\paragraph{1. What is being truncated.}
Take two electrons in the singlet $S$ ground state about a fixed point nucleus of charge $Ze$. With $q^2=e^2/4\pi\varepsilon_0$ and a marker $g$ (equal to 1) on the repulsion,
\begin{equation}
H=T-Zq^2\Big(\frac1{r_1}+\frac1{r_2}\Big)+\frac{g\,q^2}{r_{12}},\qquad a_0=\frac{\hbar^2}{mq^2},\qquad E_h=\frac{mq^4}{\hbar^2},
\label{H}
\end{equation}
where $a_0=5.2918\times10^{-11}\,\mathrm{m}$ and $E_h=4.3597\,\mathrm{aJ}$ ($1\,\mathrm{aJ}=10^{-18}\,\mathrm{J}$). $E_L$ is the lowest eigenvalue in the space of all $\sum_{l\le L}f_l(r_1,r_2)P_l(\cos\theta_{12})$, with complete radial freedom. Write $\Delta X_L=X_L-X_{L-1}$ and $\lambda=L+\frac12$. Hill (1985) obtained
\begin{equation}
\Delta E_L=-3C_1\lambda^{-4}-4C_2\lambda^{-5}+O(\lambda^{-6}),
\label{Hill}
\end{equation}
\begin{equation}
C_1=2\pi^2g^2E_h\int_0^\infty\psi_c^2\,r^5dr,\qquad C_2=\frac{12\pi}{5}\,g^3\frac{E_h}{a_0}\int_0^\infty\psi_c^2\,r^6dr,
\label{C}
\end{equation}
where $\psi_c(r)$ is the exact spatial function, normalised to 1, at $\mathbf r_1=\mathbf r_2$.

\paragraph{2. Where $C_1$ comes from.}
At large $l$ the added wave $\chi$ minimises $2\langle\chi|gq^2/r_{12}|\psi\rangle+\langle\chi|T|\chi\rangle$. The minimum value is $\langle\chi|gq^2/r_{12}|\psi\rangle$, and the minimiser is the $l$ component of Kato's cusp term $(g\,r_{12}/2a_0)\psi_c$. With $y=r_</r_>$, the $P_l$ coefficients of $1/r_{12}$ and $r_{12}$ are $y^l/r_>$ and $r_>[y^{l+2}/(2l+3)-y^l/(2l-1)]$. The angles give $16\pi^2/(2l+1)$, the two orderings of the radii a factor 2, and only $y$ within $1/l$ of 1 contributes:
\begin{equation}
\Delta E_l\simeq\frac{g^2E_h}{2}\,\frac{32\pi^2}{2l+1}\,\frac{-6}{(2l-1)(2l+3)(2l+5)}\int_0^\infty\psi_c^2r^5dr\;\to\;-\frac{6\pi^2g^2E_h}{\lambda^4}\int_0^\infty\psi_c^2r^5dr .
\end{equation}
So $C_1$ has two parts, a prefactor $g^2E_h=mg^2q^4/\hbar^2$ fixed by the cusp and a dimensionless integral fixed by the state.

\paragraph{3. Hellmann--Feynman is used at each $L$, not in the limit.}
For $H+\mu O$, with $O$ symmetric in the electrons and rotationally invariant, the truncated space does not depend on $\mu$ and $E_L$ is stationary in it. Hence $dE_L/d\mu=\langle O\rangle_L$ exactly, and the same holds for differences. If (\ref{Hill}) is uniform in $\mu$ near 0, it may be differentiated term by term:
\begin{equation}
\Delta\langle O\rangle_L=\frac{d\,\Delta E_L}{d\mu}=-3\frac{dC_1}{d\mu}\lambda^{-4}-4\frac{dC_2}{d\mu}\lambda^{-5}+\dots
\label{HF}
\end{equation}
If $O$ is a multiplicative operator that is smooth at $r_{12}=0$, the cusp and the prefactor stay unchanged and $dC_1/d\mu$ comes from $\psi_c$ alone. A singularity at the nucleus does no harm. The charge enters as $-Zq^2O$ with $O=r_1^{-1}+r_2^{-1}$, so per electron
\begin{equation}
\Delta\langle r^{-1}\rangle_L=+\frac{3}{2q^2}\frac{dC_1}{dZ}\,\lambda^{-4}+\dots
\label{rinv}
\end{equation}
The weight of wave $l$ in the norm falls as $\lambda^{-6}$, and so does its own expectation value of $1/r$. The $\lambda^{-4}$ term is the relaxation of the low waves, on which wave $l$ acts like the contact attraction $-\frac{3\pi}{2}g^2E_h\lambda^{-4}r_1^3\,\delta(\mathbf r_{12})$.

\paragraph{4. The virial increments and a sum rule.}
The truncated space is closed under $\mathbf r_i\to s\mathbf r_i$. Stationarity of $T_L/s^2+V_L/s$ at $s=1$ gives $T_L=-E_L$ and $V_L=2E_L$ for every $L$, so
\begin{equation}
\Delta T_L=+3C_1\lambda^{-4},\qquad\Delta V_L=-6C_1\lambda^{-4}
\label{vir}
\end{equation}
to leading order. This agrees with (\ref{HF}) only if the prefactor is differentiated too. Under $T\to(1+\mu)T$ the mass becomes $m/(1+\mu)$ and $\psi$ is merely rescaled. The integral in $C_1$ is scale invariant, so $dC_1/d\mu=-C_1$ comes wholly from $E_h$. Dimensional analysis gives $C_1=g^2E_hf(g/Z)$, whence $Z\partial_ZC_1+g\,\partial_gC_1=2C_1$ and
\begin{equation}
\Delta V^{en}_L=-3Z\,\partial_ZC_1\,\lambda^{-4},\qquad\Delta V^{ee}_L=-3\,(2C_1-Z\partial_ZC_1)\,\lambda^{-4}.
\label{split}
\end{equation}
In a finite radial basis, fixed exponents keep $dE_L/dZ=-q^2\langle O\rangle_L$ and lose the virial theorem. An optimised common scale keeps both. Exponents tied to $Z$ by a rule, without optimisation, in general keep neither.

\paragraph{5. A trap.}
For $\psi=(\zeta^3/\pi a_0^3)\,e^{-\zeta(r_1+r_2)/a_0}$, eq.~(\ref{C}) gives $C_1=\frac{15}{256}E_h$ for every $\zeta$; $3C_1$ is the $45/256$ of Schwartz (1962). A screened hydrogenic function therefore has $dC_1/dZ=0$. A model for (\ref{rinv}) needs a scale and also a Coulomb hole whose depth depends on $Z$.

\paragraph{6. The smallest such model.}
Put both electrons on a 3-sphere of radius $R$, so that their relative motion is three-dimensional and has the atomic cusp. They repel through the chord $Ru$, with $u=2\sin(\theta/2)$ and $\theta$ the angle between them. Give each electron the attraction $-Zq^2/R$ and a confinement energy $\hbar^2/2mR^2$, and treat $R$ as a variational parameter; $1/R$ is the model's $\langle r^{-1}\rangle$. On a function of $\theta$ the two kinetic operators add to $-(\hbar^2/mR^2)\nabla^2$ with $\nabla^2=\sin^{-2}\theta\,\partial_\theta\sin^2\theta\,\partial_\theta$. The modes $\phi_n=\sin n\theta/\sin\theta$ ($n\ge1$) are orthonormal for $\langle f\rangle=\frac2\pi\int_0^\pi f\sin^2\theta\,d\theta$, and $-\nabla^2\phi_n=D_n\phi_n$ with $D_n=n^2-1$. Thus $n$ plays the part of $\lambda$, for which $l(l+1)=\lambda^2-\frac14$. With $x=a_0/R$, $g=1$ and modes $n\le N$,
\begin{equation}
\frac{E_N}{E_h}=\min_{x,\;|c|=1}\Big[x^2-2Zx+c^{\mathsf T}\big(x^2D+xW\big)c\Big],\qquad W_{mn}=\frac2\pi\sum_{k=|m-n|+1}^{m+n}\frac1{2k-1}.
\label{model}
\end{equation}
The sum for $W_{mn}=\langle\phi_m\phi_n/u\rangle$ follows from $\cos(k-1)\theta-\cos k\theta=2\sin[(k-\frac12)\theta]\sin(\theta/2)$. Without repulsion $x=Z$ and $E=-Z^2E_h$, the hydrogenic values. Stationarity in $c$ and $x$ gives $dE_N/dZ=-2x_NE_h$ and $T_N=-E_N$ exactly, where $T$ collects the terms in $x^2$. In mode space $1/R$ is a multiple of the unit matrix, so its increments are pure relaxation.

\paragraph{7. One mode and two modes, $Z=3$.}
For $N=1$, $W_{11}=8/3\pi$ and $x_1=Z-4/3\pi=2.575587$. Then $1/R=4.8672\times10^{10}\,\mathrm{m^{-1}}$ and $E_1=-x_1^2E_h=-28.921\,\mathrm{aJ}$. For $N=2$ set $w=W_{12}=16/15\pi$, $d=W_{22}-W_{11}=24/35\pi$ and $c\propto(1,-t)$. The eigenvector and scale conditions are
\begin{equation}
w(1-t^2)=(3x+d)\,t,\qquad x=\frac{2x_1(1+t^2)+2wt-dt^2}{2(1+4t^2)} .
\end{equation}
They give $x$ and $Z$ as rational functions of $t$. At $Z=3$, $t=0.042654$ and $x_2=2.575811$. The lower eigenvalue lies $xwt$ below the first diagonal element, so
\begin{equation}
\frac{\Delta E_2}{E_h}=(x_2-x_1)^2-x_2wt=-0.037303 .
\end{equation}
Independently, $T_2/E_h=x_2^2(1+4t^2)/(1+t^2)=6.670951$ against $T_1/E_h=6.633647$, an increment of $-\Delta E_2$. For the derivative use $\partial t/\partial x=-3t/\sigma$ with $\sigma=[(3x+d)^2+4w^2]^{1/2}$. The scale condition then reads
\begin{equation}
2(x_2-x_1)=wt\,(1-3x_2/\sigma)=4.490\times10^{-4},
\end{equation}
and this is $-d\Delta E_2/dZ$ in units of $E_h$, because $E_2$ depends on $Z$ only through $-2x_1x$ at stationary $x$. So $\Delta x_2=2.245\times10^{-4}$, or $4.242\times10^{6}\,\mathrm{m^{-1}}$ in $1/R$. Two modes already obey the first equality of (\ref{HF}) and $\Delta T=-\Delta E=-\Delta V/2$ with no approximation.

\paragraph{8. The tail.}
Adding mode $n$ to the state $c$ changes the energy by $-(x\sum_mW_{nm}c_m)^2E_h/x^2n^2$ to leading order, and $x$ cancels. For $m\ll n$, $W_{nm}\simeq2m/\pi n$, and $\sum_mmc_m=\psi(0)\equiv A$ since $\phi_m(0)=m$. Put $\rho=R/a_0$. High modes have $c_m\simeq-2\rho A/\pi m^3$ and $W_{nm}\simeq\pi^{-1}\ln[(n+m)/(n-m)]$. Relative to $2A/\pi n$, the modes below $n$ couple more strongly and those above $n$ are absent; with $y=m/n$ the change is
\begin{equation}
-\frac{2\rho A}{\pi^2n^2}\Big[\int_0^1\Big(\ln\frac{1+y}{1-y}-2y\Big)\frac{dy}{y^3}-\int_1^\infty\frac{2\,dy}{y^2}\Big]=+\frac{2\rho A}{\pi^2n^2},
\end{equation}
the integrals being 1 and 2. Squaring gives the form (\ref{Hill}) with $\lambda=n$:
\begin{equation}
3C_1=\frac{4A^2}{\pi^2}E_h,\qquad4C_2=\frac{8\rho A^2}{\pi^3}E_h .
\label{Cmodel}
\end{equation}

\paragraph{9. The hole depth in closed form.}
For $N=\infty$ the angular problem is $-\nabla^2+\rho/u$. Let $v=1/u-W_{11}$ and $\psi\propto1+\rho\psi_1+\rho^2\psi_2+\dots$ with $\langle\psi_k\rangle=0$. The equation $\nabla^2\psi_1=v$ integrates to
\begin{equation}
\psi_1=\frac43v-W_{11}G,\qquad G=\sum_{m\ge2}\frac{m\phi_m}{D_m}=\frac{\pi-\theta}{2}\cot\theta-\frac14 .
\end{equation}
Near $\theta=0$, $\psi_1=-14/9\pi+\theta/2+\dots$, which is the cusp $r_{12}/2a_0$. Further, $\psi_2(0)=-\langle Gv\psi_1\rangle=0.14590$ and $\langle\psi_1^2\rangle=64/27-628/27\pi^2=0.01371$. Normalising and taking the logarithm,
\begin{equation}
\ln A=-\frac{14}{9\pi}\rho+b\rho^2+O(\rho^3),\qquad b=\frac83\ln2-\frac{23}9+\frac{2396}{81\pi^2}-\frac{56\,\zeta(3)}{3\pi^2}=0.016458,
\label{lnA}
\end{equation}
where $b=\psi_2(0)-\frac12\langle\psi_1^2\rangle-\frac12\psi_1(0)^2$. The remainder can be gauged. At $\rho=\sqrt{10}/2$ the function $1+\rho u/2$ is an exact eigenfunction with eigenvalue $5/4$ (Loos and Gill, 2009), as $\nabla^2u=2/u-5u/4$ shows. With $\langle u\rangle=64/15\pi$ and $\langle u^2\rangle=2$ it has $A^2=0.2274$, while (\ref{lnA}) gives $0.2268$ at a radius about four times that for $Z=3$.

The energy expands as $E/E_h=x^2-2x_1x-S_2+S_3/x+\dots$, with $S_2=-\langle v\psi_1\rangle=368/27\pi^2-4/3=0.047637$ and $S_3=\langle v\psi_1^2\rangle=0.00867$. Hence $x_\infty-x_1\simeq S_3/2x_1^2=6.5\times10^{-4}$, and $dx/dZ$ falls short of 1 by $S_3/x_1^3=5\times10^{-4}$. To three figures $\rho=1/x_1$ and $d\rho/dZ=-\rho^2$.

\paragraph{10. Equation (\ref{rinv}) at lowest order, from both sides.}
Directly, $\Delta x_n=\Delta S_{3,n}/2x_1^2$, where
\begin{equation}
\Delta S_{3,n}=\frac{2W_{1n}}{D_n}\sum_{m=2}^{n-1}\frac{W_{nm}W_{m1}}{D_m}+(W_{nn}-W_{11})\frac{W_{1n}^2}{D_n^2}.
\end{equation}
With $W_{1m}=8m/\pi(4m^2-1)$, one has $\sum_{m\ge2}mW_{1m}/D_m=\frac8\pi\cdot\frac7{36}=14/9\pi$, so $n^4\Delta S_{3,n}\to\frac8{\pi^2}\cdot\frac{14}{9\pi}=112/9\pi^3=0.401$ and $n^4\Delta x_n\to56\rho^2/9\pi^3$. From the other side, $q^2=E_ha_0$ and $\frac{3}{2E_h}\,dC_1/dZ=\frac{2}{\pi^2}\cdot\frac{28}{9\pi}\rho^2$, the same expression with the same sign. The approach is slow: $n^4\Delta S_{3,n}=0.045$, $0.272$, $0.321$ for $n=2,3,4$.

\paragraph{11. The model's numbers for $Z=3$.}
With $\rho=0.3883$, eq.~(\ref{lnA}) gives $A^2=0.684$ and $3C_1=0.277\,E_h$. The logarithmic derivative is $d\ln C_1/dZ=2\rho^2(14/9\pi-2b\rho)=0.145$, so $3\,dC_1/dZ=0.0403\,E_h$ and
\begin{equation}
\Delta(1/R)_n\simeq\frac{0.0202}{a_0}\,n^{-4}=3.81\times10^{8}\,n^{-4}\ \mathrm{m^{-1}} .
\label{num}
\end{equation}
The table sets the exact step $N=1\to2$ beside the coefficients of $n^{-4}$ from (\ref{vir}) and (\ref{split}), all in aJ.

\begin{center}
\begin{tabular}{lccccc}
 & $E$ & $T$ & $V$ & $V^{en}$ & $V^{ee}$\\
\hline
exact increment, $n=2$ & $-0.16263$ & $+0.16263$ & $-0.32527$ & $-0.00587$ & $-0.31939$\\
coefficient of $n^{-4}$ & $-1.21$ & $+1.21$ & $-2.42$ & $-0.527$ & $-1.89$\\
\end{tabular}
\end{center}

The ratios $-1:+1:-2$ hold in both rows, because they rest on scaling alone. The power law does not hold at $n=2$. There the energy step is 2.15 times the asymptote, the product of $1/A^2=1.46$ (mode 2 meets no hole yet), the finite-$n$ factor $1024/675=1.52$ in $W_{12}^2/D_2$, and $0.97$ from orders above the second. The step in $1/R$ is smaller than (\ref{num}) by a factor 5.6, and the nuclear share of $\Delta V$ is $0.018$ instead of the asymptotic $\frac12Z\,d\ln C_1/dZ=0.218$. The $n^{-5}$ term is larger for the property than for the energy. From (\ref{Cmodel}) its relative size is $2\rho/\pi n=+0.25/n$ in $\Delta E_n$. In $\Delta(1/R)_n$ it is $(2\rho/\pi n)[1-\rho/(d\ln C_1/dZ)]=-0.41/n$, since $d\ln C_2/dZ=d\ln C_1/dZ-\rho$ is negative.

\paragraph{12. Back to three dimensions.}
The mode label $n$ is not the orbital $l$, and already at $Z\to\infty$ the model's $C_1=4E_h/3\pi^2$ is 2.31 times $15E_h/256$. For Li$^+$ itself, (\ref{C}) needs a $\psi_c$ with a hole. The shortest is the Hylleraas form $e^{-\zeta(r_1+r_2)/a_0}(1+k\zeta r_{12}/a_0)$. In averages over the normalised exponential at $\zeta=1$, with lengths in $a_0$, its norm $\mathcal N$, kinetic energy $\mathcal T$, $r_1^{-1}+r_2^{-1}$ moment $\mathcal P$ and $r_{12}^{-1}$ moment $\mathcal Q$ are
\begin{equation}
\mathcal N=1+\frac{35}8k+6k^2,\quad\mathcal T=1+\frac{25}8k+4k^2,\quad\mathcal P=2+\frac{15}2k+9k^2,\quad\mathcal Q=\frac58+2k+\frac{35}{16}k^2 .
\end{equation}
Optimising the scale gives $\zeta=(Z\mathcal P-\mathcal Q)/2\mathcal T$ and $E=-E_h(Z\mathcal P-\mathcal Q)^2/4\mathcal N\mathcal T$. At coalescence the factor equals 1, so
\begin{equation}
C_1=\frac{15}{256}\frac{E_h}{\mathcal N},\qquad C_2=\frac{27}{256\pi}\frac{E_h}{\zeta\mathcal N}.
\end{equation}
Minimising in $k$ at $Z=3$ gives $k=0.1174$, $\zeta=2.856$, $\mathcal N=1.596$, $E=-31.69\,\mathrm{aJ}$ and $\langle r^{-1}\rangle=\zeta\mathcal P/2\mathcal Na_0=5.08\times10^{10}\,\mathrm{m^{-1}}$. Differentiating the stationarity condition gives $dk/dZ=-0.0480$ and $d\zeta/dZ=1.004$. Then $C_1=0.0367\,E_h$, $d\ln C_1/dZ=-(\mathcal N'/\mathcal N)\,dk/dZ=0.174$ and $dC_1/dZ=0.0064\,E_h$, so (\ref{rinv}) becomes
\begin{equation}
\Delta\langle r^{-1}\rangle_L\simeq1.8\times10^{8}\,\lambda^{-4}\,\big(1-0.27/\lambda\big)\ \mathrm{m^{-1}},
\label{final}
\end{equation}
where the bracket is $1+4(dC_2/dZ)/[3\lambda\,dC_1/dZ]$. These are numbers of the two-term function, not of the ion. Its cusp slope is $k\zeta=0.335$ in place of $\frac12$. Forcing $k=1/2\zeta$ at the same $\zeta(Z)$ lowers $C_1$ to $0.030\,E_h$ and moves the coefficient in (\ref{final}) to $1.7\times10^8\,\mathrm{m^{-1}}$, which indicates the sensitivity but is not a bound. The sphere model lies above the two-term values by a factor 2.5 in $C_1$ and 2.1 in the $1/r$ coefficient, mostly through the different label, while the logarithmic derivatives $0.145$ and $0.174$ are close. Summing the leading term with $\sum_{l>L}(l+\frac12)^{-4}\simeq\frac13(L+1)^{-3}$, a calculation saturated through $L=5$ underestimates $\langle r^{-1}\rangle$ by $(dC_1/dZ)/[2q^2(L+1)^3]=2.8\times10^5\,\mathrm{m^{-1}}$ in this approximation, a relative truncation error of $5.5\times10^{-6}$.